**The Sutherland ring at $L=3$ as a model of a $\nu=1/3$ edge**

**The problem.** Take a circular droplet of $N=101$ spin-polarised electrons in a GaAs heterostructure at filling $\nu=1/3$. The density is $n_s=1.0\times10^{11}\ \mathrm{cm^{-2}}$, a typical value. I assume a gate-screened edge with velocity $v=2.0\times10^{4}$ m/s, a typical order of magnitude, and I treat both inputs as exact. We model the edge by one branch of

$$H=-\frac{\hbar^2}{2m}\sum_j\partial_j^2+\frac{\hbar^2}{m}\sum_{i<j}\frac{L(L-1)(\pi/C)^2}{\sin^2(\pi x_{ij}/C)},\qquad L=3,$$

with periodic boundary conditions, $x_{ij}=x_i-x_j$, $C$ the droplet circumference, and $m$ fixed by $v$. Find (a) the scales, (b) the levels with up to three quanta of momentum, (c) the eigenfunctions with two quanta, (d) the Luttinger parameter and the scaling dimension of an added electron.

**Why the model is solvable.** Near contact two particles obey $-\psi''+L(L-1)\psi/x^2=0$, whose normalisable solution at $L=3$ is $x^3$. So try $\psi_0=\prod_{i<j}\sin^L(\pi x_{ij}/C)$. It is antisymmetric for odd $L$ and periodic for odd $N$. With $|\sin|^L$ one gets the bosonic version, which has the same energy because the particles cannot pass each other. The three-body cotangent terms in $H\psi_0$ add up to a constant, and

$$E_0=\frac{\hbar^2}{m}\frac{\pi^2L^2N(N^2-1)}{6C^2}.$$

Now put $\psi=\psi_0\Phi$, $q=2\pi/C$, $z_j=e^{iqx_j}$, $D_j=z_j\partial/\partial z_j$ and $\varepsilon=\hbar^2q^2/2m$. Using $\cot(\pi x_{ij}/C)=i(z_i+z_j)/(z_i-z_j)$,

$$\psi_0^{-1}(H-E_0)\psi_0=\varepsilon\Big[\sum_jD_j^2+L\sum_{i<j}\frac{z_i+z_j}{z_i-z_j}(D_i-D_j)\Big].$$

Let it act on the monomial symmetric function $m_n$ of a partition $n_1\ge\dots\ge n_N\ge0$. For a pair of exponents $a>b$, the pair operator turns $z_1^az_2^b+z_1^bz_2^a$ into

$$(a-b)\Big[z_1^az_2^b+z_1^bz_2^a+2\sum_{s=1}^{a-b-1}z_1^{a-s}z_2^{b+s}\Big].$$

Exponents are only ever squeezed towards each other, so $m_n$ goes into itself plus partitions lower in dominance order. The matrix is triangular and its diagonal is the spectrum. Since $\sum_{i<j}(n_i-n_j)=\sum_jn_j(N+1-2j)$, completing the square gives

$$E=\varepsilon\sum_j\kappa_j^2,\qquad \kappa_j=n_j+\tfrac{L}{2}(N+1-2j).$$

The eigenfunctions $\Phi$ are the Jack polynomials with parameter $\alpha=1/L$. Negative $n_j$ follow from multiplying by a power of $\prod_jz_j$, which is a Galilean boost. The $\kappa_j$ are free quasi-momenta that stay at least $L$ apart. That is exclusion statistics $L$ in Haldane's sense.

*Question: Your ring has two Fermi points and the edge is chiral. What is the connection?*

Up to a constant, $\psi_0=\prod_{i<j}(z_i-z_j)^3\prod_jz_j^{-3(N-1)/2}$, and the first factor is Laughlin's polynomial. The edge states of a Laughlin droplet are that polynomial times any symmetric polynomial, times a Gaussian. So the partitions with $n_j\ge0$ and $M=\sum_jn_j\ll N$, which excite the right Fermi point only, label the edge states with extra angular momentum $M\hbar$ one to one. The left Fermi point has no partner in a droplet, and I discard it. The scalar products also differ, a circle here and a Gaussian-weighted plane there, so the Jack basis is in general not orthogonal in the lowest Landau level.

**(a) Scales.** The field is $B=n_sh/(e\nu)=12.4$ T and the magnetic length is $\ell=\sqrt{\hbar/eB}=7.28$ nm. The radius is $R=\sqrt{N/\pi n_s}=179.3$ nm, so $C=2\pi R=1.127\ \mu$m and $q=1/R$. Separate the term of order $N$ in the excitation energy:

$$E-E_0=\varepsilon\,[LNM+\delta],\qquad \delta=\sum_jn_j^2-L\sum_j(2j-1)n_j .$$

The linear term is $\hbar vqM$ if $\varepsilon LN=\hbar vq$, which means $v=\pi\hbar LN/(mC)$. With $LN=303$,

$$\hbar vq=\frac{\hbar v}{R}=73.4\ \mu\mathrm{eV}\ (0.852\ \mathrm{K}),\qquad \varepsilon=0.2423\ \mu\mathrm{eV},\qquad m=\frac{\hbar LN}{2vR}=4.89\,m_e .$$

The ground-state energy is $E_0=\varepsilon L^2N(N^2-1)/12=772650\,\varepsilon=187$ meV.

*Question: Several electron masses, in GaAs?*

This $m$ is not the band mass. The kinetic energy is quenched in a Landau level, and $m$ is only the number that reproduces the velocity I assumed. For the same reason 187 meV is bookkeeping of the model and not the energy of the droplet.

**(b) Levels.** The outermost ground-state quasi-momenta are $\kappa=150,\,147,\,144$. The linear part $\hbar vqM$ is 73.4, 146.8 and 220.3 $\mu$eV for $M=1,2,3$.

| partition | $(E-E_0)/\varepsilon$ | $\delta$ | $\delta\,\varepsilon$ ($\mu$eV) |
|---|---|---|---|
| (1) | 301 | $-2$ | $-0.48$ |
| (2) | 604 | $-2$ | $-0.48$ |
| (1,1) | 596 | $-10$ | $-2.42$ |
| (3) | 909 | $0$ | $0$ |
| (2,1) | 899 | $-10$ | $-2.42$ |
| (1,1,1) | 885 | $-24$ | $-5.82$ |

The multiplets hold 1, 2, 3 states, the partition numbers of a chiral boson. The top state $(M)$ moves one particle outwards. The bottom state $(1^M)$ opens one extra empty slot behind $M$ particles. Removing a whole particle from the interior opens $L$ such slots, so each slot is a hole carrying the fraction $1/L=1/3$ of a particle's charge.

**(c) Eigenfunctions at $M=2$.** Here $m_2=\sum_iz_i^2$ and $m_{11}=\sum_{i<j}z_iz_j$. In units of $\varepsilon$ the squeezing rule gives

$$m_2\to[4+2L(N-1)]\,m_2+4L\,m_{11},\qquad m_{11}\to[2+2L(N-2)]\,m_{11}.$$

So $m_{11}$ is already an eigenfunction, with eigenvalue 596. The other one is $m_2+c\,m_{11}$ with eigenvalue 604, and matching the $m_{11}$ terms gives $c=4L/(2+2L)=2/(1+\alpha)$. At $L=3$, $P_{(2)}=m_2+\tfrac32m_{11}$. The splitting is $(2+2L)\varepsilon=8\varepsilon=1.94\ \mu$eV, or 22 mK.

*Question: Would you expect to see that splitting in a real dot?*

No, and the sizes show why. Relative to $2\hbar vq$ it is $8/606=0.013$. A screened edge has a dispersion correction of relative order $(Mq\ell)^2$. Here $(\ell/R)^2=\nu/2N=1/606$, so at $M=2$ it is 0.0066 times a coefficient of order one that the ring does not contain. That rivals the splitting. Without screening the velocity runs as $\ln(1/Mq\ell)$, and it changes between $M=1$ and $2$ by the fraction $\ln2/\ln(R/\ell)\approx0.2$, which swamps it. In the opposite idealisation, hard-core repulsion with parabolic confinement, the energy depends on $M$ alone and the splitting vanishes. The last column of the table is exact for the ring. For the edge, keep the counting, the linear spacing for energies well below the bulk gap, and the exponent we get next.

**(d) Luttinger parameter and electron dimension.** For large $N$ at line density $\rho=N/C$ the energy per length is $u=\pi^2\hbar^2L^2\rho^3/6m$. The sound velocity obeys $v^2=(\rho/m)\,\partial_\rho^2u$, which returns $v=\pi\hbar L\rho/m$, the same as in (a). In the convention where free spinless fermions have $K=1$, Galilean invariance gives $vK=\pi\hbar\rho/m$. Hence $K=1/L=1/3$.

Now add an electron at the right end, at $\kappa=\tfrac L2(N-1)+L=\tfrac L2(N+1)$, and leave the other $\kappa_j$ alone. In the labels for $N+1$ particles this is $n_j=L/2=3/2$ for all $j$. Half-odd values are the right ones: for an even number of particles $\psi_0$ is antiperiodic in each coordinate, and the factor $\prod_jz_j^{3/2}$ restores periodicity. Subtract the bulk chemical potential $\mu=\partial u/\partial\rho=\varepsilon(LN/2)^2$:

$$\Delta E-\mu=\frac L2\,\hbar vq+\frac{L^2}{4}\varepsilon=110.1\ \mu\mathrm{eV}+0.55\ \mu\mathrm{eV}.$$

A finite-size energy $\Delta\,\hbar vq$ on one chiral branch belongs to an operator of scaling dimension $\Delta$, so $\Delta=L/2=3/2$. Its propagator falls as $t^{-2\Delta}=t^{-3}$, the tunnelling density of states goes as $E^{2}$, and on a long edge the current from a metal goes as $V^3$ at zero temperature. This is the exponent of the ideal chiral Luttinger description of the $\nu=1/3$ edge, and it does not depend on $v$ or $m$. The addition energy of a real dot also contains its electrostatic charging energy, so read off the exponent and not the microelectronvolts.

*Question: A generic liquid with $K=1/3$ has a different tunnelling exponent. Why 3 here?*

In general an operator that changes the particle number by $\Delta N$ and carries the current number $J$ has dimensions $(\Delta N/\sqrt K\pm J\sqrt K)^2/8$ on the two branches. The usual fermion has $\Delta N=J=1$ and excites both. Ours has $\Delta N=1$, $J=L=3$, which gives $3/2$ and $0$. It is purely chiral, and it is the one that survives when the left branch is dropped.

*Question: Are these the Jack polynomials that Bernevig and Haldane use for Hall states?*

The same family, at another parameter. There $\alpha$ is negative and the Jack polynomial is the bulk state itself. For two particles $P_{(2)}=m_2+\frac{2}{1+\alpha}m_{11}$ at $\alpha=-2$ is $(z_1-z_2)^2$, the bosonic Laughlin factor. Here $\alpha=+1/3$, and the polynomial multiplies the Laughlin factor and labels the excitation.